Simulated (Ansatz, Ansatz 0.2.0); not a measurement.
# Ti–Ti distance in C54 TiSi₂: LDA, PBEsol and numerical checks against a diffraction structure

## The question

The reference is the crystal structure of C54 titanium disilicide, space group Fddd, from a diffraction refinement (2001, Crystallography Open Database entry 1532210). The quantity compared is the shortest Ti–Ti distance, 3.2068 Å, which links titanium atoms in neighbouring stacked layers. Neither the sample nor the temperature is given with the value. The titanium atoms sit on a site without free coordinates, so this distance is one quarter of the body diagonal of the conventional cell and follows from a, b and c alone. The comparison is therefore a test of the cell lengths in one particular combination, and says nothing about the silicon position. The pair is identified in the database structure and followed through each relaxation.

| compared with | measured | source's wording or label | method |
| --- | --- | --- | --- |
| Ti–Ti distance 1 (Å) | 3.2068 | value in the starting structure | diffraction refinement behind the database entry |

Conditions are those given with the value in the passage it was taken from; "not stated" means there, and the paper may say more elsewhere. The values are a selection: others may have been left out beforehand as unlike or outlying.

## How to go about it

We want the cheapest level of theory that gives the shortest Ti–Ti distance within 1 % of the diffraction value, or about 0.03 Å. That is a useful limit for a metallic silicide: semilocal functionals commonly miss lattice constants by amounts of this order, so the target can separate them. It also leaves room for thermal expansion and zero-point motion, which our static calculations omit and which we put at a few tenths of a per cent in length, making the static distance slightly the shorter one.

The model is the perfect crystal with six atoms in the primitive cell. Cell and atoms must both relax, since in a fixed cell the distance would merely return its starting value. We begin with LDA and go to gradient-corrected functionals if the result calls for it. The three cell lengths are watched alongside the distance, because opposite errors in them could cancel in the diagonal. The level that meets the target is then checked for its numerical settings before we judge it.

System: TiSi2, C54; Fddd (No. 70), 6 atoms in the primitive cell; the database structure is a diffraction structure: a = 4.800 Å, b = 8.268 Å, c = 8.552 Å; structure from the Crystallography Open Database.

## 1. LDA as the first rung

LDA is the simplest functional for a metal with covalent Ti–Si bonding, and a full relaxation of six atoms is light work. We expect it to bind too strongly and to shorten the cell by one to two per cent, which would put the distance at or beyond the lower edge of the target.

**Run 1.** Ansatz 0.2.0: LDA, cell and atoms relaxed from the database structure, PAW set soft_2, cutoff 420 eV (default), 8x8x8 k mesh, Gaussian smearing 0.1 eV.

Key lines of the input:
```
crystal:
  # lattice and atoms
kpoints:
  mp_grid: { grid: [8, 8, 8] }
hamiltonian:
  xc: lda
scf:
  occupations: { method: gaussian, width: 0.1 }
output:
  forces: true
  stress: true
relax:
  adjacent_minimum: "off"
  f_tol: 0.005
  max_steps: 60
  cell: { stress_tol: 0.03 }
```

Command:
```
ansatz run input.yaml --threads 4 --pin off --max-ram 16384MiB --backend cpu --events-out ev --progress --plain --runs-dir out
```

Selected lines of the output:
```
relax step   7: F+E_penalty+E_count = -7339.22590521 eV  [...]  max|allowed force component| = 1.844e-5 eV/Å  [...]  P = -0.000 GPa  Ω = 81.042 Å³  [...]
  cell:  # Å, volume = 81.0423 Å³
```

Converged; 29 s on 4 cores of Arm Neoverse V1, shared host.

| quantity | run 1 | measured | deviation |
| --- | --- | --- | --- |
| Ti–Ti distance 1 (Å) | 3.1583 | 3.2068 | −0.0485 (−1.5 %) |
| a (Å) | 4.727 |  |  |
| b (Å) | 8.133 |  |  |
| c (Å) | 8.432 |  |  |

LDA shortens the Ti–Ti distance by 1.5 % and misses the target. The three cell lengths shrink by similar fractions, between 1.4 and 1.6 %, so the error is a nearly uniform contraction and no cancellation is hidden in the diagonal. Thermal and zero-point expansion would account for only part of it; the rest has the sign and size of LDA's usual overbinding.

## 2. PBEsol in place of LDA

A uniform contraction calls for a functional that binds less strongly. PBEsol adds the density gradient in a form designed for the lattice constants of solids, at little extra cost over LDA. We keep the mesh, cutoff and potential set and change only the functional. We expect a somewhat larger cell, with the distance still short of the diffraction value but inside 1 %.

**Run 2.** Ansatz 0.2.0: PBEsol, cell and atoms relaxed from the database structure, PAW set soft_2, cutoff 420 eV (default), 8x8x8 k mesh, Gaussian smearing 0.1 eV.

Key lines of the input, as changed from run 1:
```diff
  hamiltonian:
-   xc: lda
+   xc: pbesol
```

Selected lines of the output:
```
relax step   5: F+E_penalty+E_count = -7437.79941448 eV  [...]  max|allowed force component| = 2.766e-3 eV/Å  [...]  P = +0.002 GPa  Ω = 82.772 Å³  [...]
  cell:  # Å, volume = 82.7715 Å³
```

Converged; took 23 s.

| quantity | run 2 | measured | deviation |
| --- | --- | --- | --- |
| Ti–Ti distance 1 (Å) | 3.1806 | 3.2068 | −0.0262 (−0.8 %) |
| a (Å) | 4.760 |  |  |
| b (Å) | 8.188 |  |  |
| c (Å) | 8.494 |  |  |

PBEsol recovers nearly half of the LDA contraction and brings the distance to 0.8 % below the diffraction value, inside the target. All three cell lengths are still short, b by the most at just under 1 %, so the agreement again doesn't rest on opposite errors. The margin to the limit is only about 0.006 Å, small enough that the numerical settings have to be examined before the level is accepted.

## 3. Denser mesh and higher cutoff for PBEsol

TiSi₂ is a metal, so the sampling of the Fermi surface can affect the stress, and a finite plane-wave basis can shift the equilibrium volume. We test the two separately from the same PBEsol settings: one relaxation with a 12×12×12 mesh, the other with the cutoff raised to 590 eV. We expect both changes in the distance to be well below the margin.

**Run 3.** Ansatz 0.2.0: PBEsol, cell and atoms relaxed from the database structure, PAW set soft_2, cutoff 420 eV (default), 12x12x12 k mesh, Gaussian smearing 0.1 eV.

Key lines of the input, as changed from run 2:
```diff
  kpoints:
-   mp_grid: { grid: [8, 8, 8] }
+   mp_grid: { grid: [12, 12, 12] }
```

Selected lines of the output:
```
relax step   5: F+E_penalty+E_count = -7437.79617229 eV  [...]  max|allowed force component| = 2.083e-3 eV/Å  [...]  P = +0.001 GPa  Ω = 82.729 Å³  [...]
  cell:  # Å, volume = 82.7289 Å³
```

Converged; 39 s on 4 cores of Intel Xeon Platinum 8488C (Sapphire Rapids), shared host.

**Run 4.** Ansatz 0.2.0: PBEsol, cell and atoms relaxed from the database structure, PAW set soft_2, cutoff 590 eV, 8x8x8 k mesh, Gaussian smearing 0.1 eV.

Key lines of the input, as changed from run 2:
```diff
+ basis:
+   ecutwfc: 590.0
```

Selected lines of the output:
```
--- Relaxed structure (5 steps of the walk, 5 accepted, 1 SCFs on fresh bases) ---
```

Converged; took 22 s.

| quantity | run 3 | run 4 | measured |
| --- | --- | --- | --- |
| Ti–Ti distance 1 (Å) | 3.1800 | 3.1805 | 3.2068 |
| a (Å) | 4.760 | 4.760 |  |
| b (Å) | 8.176 | 8.188 |  |
| c (Å) | 8.502 | 8.494 |  |

Neither test threatens the result. The denser mesh shortens the distance by 0.0006 Å and the higher cutoff by 0.0001 Å, against a margin of about 0.006 Å. The mesh matters more for the shape of the cell: b falls by 0.012 Å while c grows by 0.008 Å, and these changes partly cancel in the diagonal. The 8×8×8 mesh is therefore adequate for the Ti–Ti distance, but the separate cell lengths are better taken from the denser one.

## 4. PBEsol with norm-conserving pseudopotentials

What the two tests leave untouched, besides the smearing width, is the description of the atomic cores, which both share. We repeat the PBEsol relaxation on the 8×8×8 mesh with PseudoDojo norm-conserving pseudopotentials. They need a much higher cutoff, so this is a check on the PAW result and not a candidate for the cheapest level. A shift of a few thousandths of an ångström, which is plausible between potential sets, would be comparable to the margin.

**Run 5.** Ansatz 0.2.0: PBEsol, PseudoDojo norm-conserving pseudopotentials, cell and atoms relaxed from the database structure, cutoff 1143 eV (default), 8x8x8 k mesh, Gaussian smearing 0.1 eV.

Key lines of the input, as changed from run 2:
```diff
  hamiltonian:
+   pseudopotentials: { kind: nc, accuracy: standard }
```

Selected lines of the output:
```
  cell:  # Å, volume = 82.7478 Å³
```

Converged; took 55 s.

| quantity | run 5 | measured | deviation |
| --- | --- | --- | --- |
| Ti–Ti distance 1 (Å) | 3.1803 | 3.2068 | −0.0265 (−0.8 %) |
| a (Å) | 4.760 |  |  |
| b (Å) | 8.187 |  |  |
| c (Å) | 8.494 |  |  |

The norm-conserving pseudopotentials give a distance only 0.0003 Å shorter than the PAW set, about a tenth of the shift we had thought plausible. The cell lengths agree to about 0.001 Å. The two descriptions of the cores thus lead to the same PBEsol structure, and the remaining shortfall of 0.8 % can't be put down to the PAW potentials. With mesh, cutoff and potentials each checked at this level, the PBEsol result stands inside the target and we end the calculations here.

## The runs side by side

| run | settings | Ti–Ti distance 1 (Å) | deviation | cost |
| --- | --- | --- | --- | --- |
| 1 | LDA, PAW set soft_2, cutoff 420 eV (default), 8x8x8 k mesh | 3.1583 | −0.0485 (−1.5 %) | 1.9 core-min |
| 2 | PBEsol, PAW set soft_2, cutoff 420 eV (default), 8x8x8 k mesh | 3.1806 | −0.0262 (−0.8 %) | 91 core-s |
| 3 | PBEsol, PAW set soft_2, cutoff 420 eV (default), 12x12x12 k mesh | 3.1800 | −0.0268 (−0.8 %) | 2.6 core-min |
| 4 | PBEsol, PAW set soft_2, cutoff 590 eV, 8x8x8 k mesh | 3.1805 | −0.0263 (−0.8 %) | 89 core-s |
| 5 | PBEsol, PseudoDojo norm-conserving pseudopotentials, cutoff 1143 eV (default), 8x8x8 k mesh | 3.1803 | −0.0265 (−0.8 %) | 3.7 core-min |
|  | measured | 3.2068 |  |  |

Further runs on the same system, made beside this series (convergence steps with loose settings among them):

| further | settings | Ti–Ti distance 1 (Å) | deviation | cost |
| --- | --- | --- | --- | --- |
| F1 | r2SCAN, PAW set soft_2, cutoff 500 eV (default), 8x8x8 k mesh | 3.1940 | −0.0128 (−0.4 %) | 3.2 core-min |
| F2 | r2SCAN+rVV10, PAW set soft_2, cutoff 500 eV (default), 8x8x8 k mesh | 3.1886 | −0.0182 (−0.6 %) | 4.3 core-min |
| F3 | PBEsol+D3(BJ), PAW set soft_2, cutoff 420 eV (default), 8x8x8 k mesh | 3.1402 | −0.0666 (−2.1 %) | under 1 core-min |
| F4 | BLYP, PAW set soft_2, cutoff 420 eV (default), 8x8x8 k mesh | 3.2670 | +0.0602 (+1.9 %) | 88 core-s |
| F5 | PBE, PAW set soft_2, cutoff 420 eV (default), 8x8x8 k mesh | 3.2097 | +0.0029 (+0.1 %) | under 1 core-min |
| F6 | BLYP+D3(BJ), PAW set soft_2, cutoff 420 eV (default), 8x8x8 k mesh | 3.1522 | −0.0546 (−1.7 %) | under 1 core-min |
| F7 | PBE+D3(BJ), PAW set soft_2, cutoff 420 eV (default), 8x8x8 k mesh | 3.1636 | −0.0432 (−1.3 %) | under 1 core-min |
| F8 | r2SCAN, PAW set soft_2, cutoff 500 eV (default), 6x6x6 k mesh | 3.1928 | −0.0140 (−0.4 %) | 77 core-s |
| F9 | PBEsol, PAW set soft_2, cutoff 420 eV (default), 6x6x6 k mesh | 3.1796 | −0.0272 (−0.8 %) | under 1 core-min |
|  | measured | 3.2068 |  |  |

## What the runs support

PBEsol meets the target: its Ti–Ti distance of 3.1806 Å lies 0.8 % below the diffraction value, for 91 core-seconds. LDA, at 1.5 % below, misses.

The step from LDA to PBEsol decided the outcome. The checks of mesh, cutoff and potentials each moved the distance by less than 0.001 Å, well inside the margin of about 0.006 Å. A 6×6×6 mesh also keeps PBEsol within the target, so we could have started with lighter sampling.

PBEsol is not the only inexpensive choice. Plain PBE, which we passed over on the way up, comes within 0.1 % at a similarly small cost. r2SCAN is 0.4 % short and costs more, which this target doesn't require. Adding D3(BJ) shortens the distance by about 0.04 Å with PBEsol and 0.05 Å with PBE, and takes both out of the target. A likely reason is that pairwise dispersion terms neglect much of the screening in a metal.

The PBEsol agreement doesn't rest on opposite errors in the cell lengths, since all three are short. Thermal and zero-point expansion, estimated at a few tenths of a per cent, would reduce the shortfall without necessarily removing it. We attribute the rest to slight overbinding by the functional. The same allowance would leave PBE slightly too long and bring r2SCAN closer. With neither sample nor temperature given for the reference, the order of these two remains open.

[Logs are printed without paths, hosts, clocks, repeated set-up lines and the standing remarks that a program may print on its own settings, such as how far it seeks lower states.]

[The runs shown are a pick from a larger set of finished runs; failed, doubtful and other runs were left out of it ahead of writing. So were measured values far from every level or from commonly accepted values, and agreement can look better than it is. Lines of input and output are excerpts and may be shortened.]
